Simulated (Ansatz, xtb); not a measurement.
**C7H7P: which of two isomers lies lower**

Structure a: `C1=CP2C=CC1C=C2`, a singlet. Structure b: `C=CC1=CC=PC=C1`, a singlet. Both are isolated molecules in the gas phase, relaxed with B3LYP/def2-SVP; the shapes shown needn't be the lowest conformers.

a (Å):

```json
{"atom": "C", "x (Å)": "-1.8179", "y (Å)": "-0.3648", "z (Å)": "-1.2731"}
{"atom": "C", "x (Å)": "-1.5178", "y (Å)": "-1.4899", "z (Å)": "-1.9238"}
{"atom": "C", "x (Å)": "1.0041", "y (Å)": "-0.4399", "z (Å)": "-2.0388"}
{"atom": "C", "x (Å)": "0.4681", "y (Å)": "0.5869", "z (Å)": "-1.3772"}
{"atom": "C", "x (Å)": "-0.7098", "y (Å)": "0.2922", "z (Å)": "-0.4369"}
{"atom": "C", "x (Å)": "-0.2331", "y (Å)": "-0.7409", "z (Å)": "0.5947"}
{"atom": "C", "x (Å)": "0.2303", "y (Å)": "-1.9048", "z (Å)": "0.1367"}
{"atom": "P", "x (Å)": "0.2371", "y (Å)": "-2.1235", "z (Å)": "-1.7267"}
{"atom": "H", "x (Å)": "-2.8042", "y (Å)": "0.1095", "z (Å)": "-1.3043"}
{"atom": "H", "x (Å)": "-2.2274", "y (Å)": "-2.0402", "z (Å)": "-2.5467"}
{"atom": "H", "x (Å)": "1.8436", "y (Å)": "-0.3455", "z (Å)": "-2.7320"}
{"atom": "H", "x (Å)": "0.8217", "y (Å)": "1.6189", "z (Å)": "-1.4695"}
{"atom": "H", "x (Å)": "-1.0684", "y (Å)": "1.2071", "z (Å)": "0.0516"}
{"atom": "H", "x (Å)": "-0.2907", "y (Å)": "-0.4870", "z (Å)": "1.6582"}
{"atom": "H", "x (Å)": "0.5949", "y (Å)": "-2.7099", "z (Å)": "0.7796"}
```

b (Å):

```
atom    x (Å)    y (Å)    z (Å)
   C   1.5317   1.2387  -1.2322
   C   1.2177  -0.0653  -1.1810
   C  -0.1063  -0.6700  -0.9525
   C  -1.2653   0.1137  -0.7640
   C  -2.5346  -0.4061  -0.5444
   C  -1.3684  -2.7947  -0.7200
   C  -0.1934  -2.0773  -0.9256
   P  -2.9482  -2.1034  -0.4585
   H   2.5615   1.5574  -1.4102
   H   0.7923   2.0334  -1.1012
   H   2.0274  -0.7907  -1.3224
   H  -1.1583   1.2022  -0.7934
   H  -3.3576   0.3053  -0.4123
   H  -1.3031  -3.8884  -0.7213
   H   0.7355  -2.6386  -1.0782
```

Quicker runs give these differences E(b) − E(a): GFN2-xTB −8.4 kcal/mol; HF/STO-3G +1.9 kcal/mol (at GFN2-xTB geometries); r2SCAN-D4/def2-SVP −31.0 kcal/mol (at GFN2-xTB geometries).

Question: Which of the two would you expect CCSD(T)/def2-SVP + ΔMP2/def2-TZVPP electronic energies to favour?

Answer: Structure b; the calculation gives E(b) − E(a) = −23.7 kcal/mol.

The same difference at several levels:

| level | geometry | E(b) − E(a) (kcal/mol) | departure from the last row (kcal/mol) | job, with rough time for the two |
| --- | --- | --- | --- | --- |
| GFN2-xTB | GFN2-xTB | −8.4 | +15.3 | optimisation, 0.15 s |
| HF/STO-3G | GFN2-xTB | +1.9 | +25.6 | single point, 0.46 s |
| r2SCAN-D4/def2-SVP | GFN2-xTB | −31.0 | −7.3 | single point, 4.4 s |
| B3LYP/def2-SVP | B3LYP/def2-SVP | −34.1 | −10.4 | optimisation, 29 s |
| HF/def2-SVP | B3LYP/def2-SVP | −31.6 | −7.9 | part of the CCSD(T) run |
| MP2/def2-SVP | B3LYP/def2-SVP | −26.6 | −2.9 | part of the CCSD(T) run |
| CCSD(T)/def2-SVP | B3LYP/def2-SVP | −24.5 | −0.8 | single point |
| CCSD(T)/def2-SVP + ΔMP2/def2-TZVPP | B3LYP/def2-SVP | −23.7 |  | single point, 96 s |

As drawn, b has 1 C=P in place of 2 C–P. Structure a has 3 6-membered rings, b a 6-membered ring.

HF/STO-3G puts the two in the other order. The largest departure from CCSD(T)/def2-SVP + ΔMP2/def2-TZVPP is that of HF/STO-3G, 25.6 kcal/mol. A small imaginary or near-zero mode remains, so no thermal terms are given. The last row adds to CCSD(T) the change of the MP2 difference between the two basis sets, here +0.8 kcal/mol.

The correlated steps freeze 12 core orbitals. Programs: Ansatz 0.2.0, xtb 6.7.1; the last row on 4 threads of Arm Neoverse V1 on a shared host.

The preference for b is that of a 4-vinylphosphinine over a 1-phosphabarrelene. Going from cage to planar ring trades a σ bond for a π bond, and a C=P π bond at that, which would normally be costly. The cost is outweighed by the aromatic sextet, to which phosphorus contributes through effective 3p–2p overlap, by conjugation with the vinyl group, and by loss of the cage strain. In a, the three etheno bridges are held apart by saturated bridgeheads and gain no comparable cyclic delocalisation.

The reversed order from HF/STO-3G is mainly a basis-set failure, since Hartree–Fock in the larger basis already favours b strongly. A minimal basis without polarisation functions probably describes the π system and the phosphorus bonding too poorly. Correlation then works the other way, reducing b's advantage from −31.6 to −24.5 kcal/mol, which suggests extra correlation stabilisation among the closely packed bonds of the cage. The energy difference does not isolate the aromatic stabilisation of the phosphinine ring from the relief of strain.
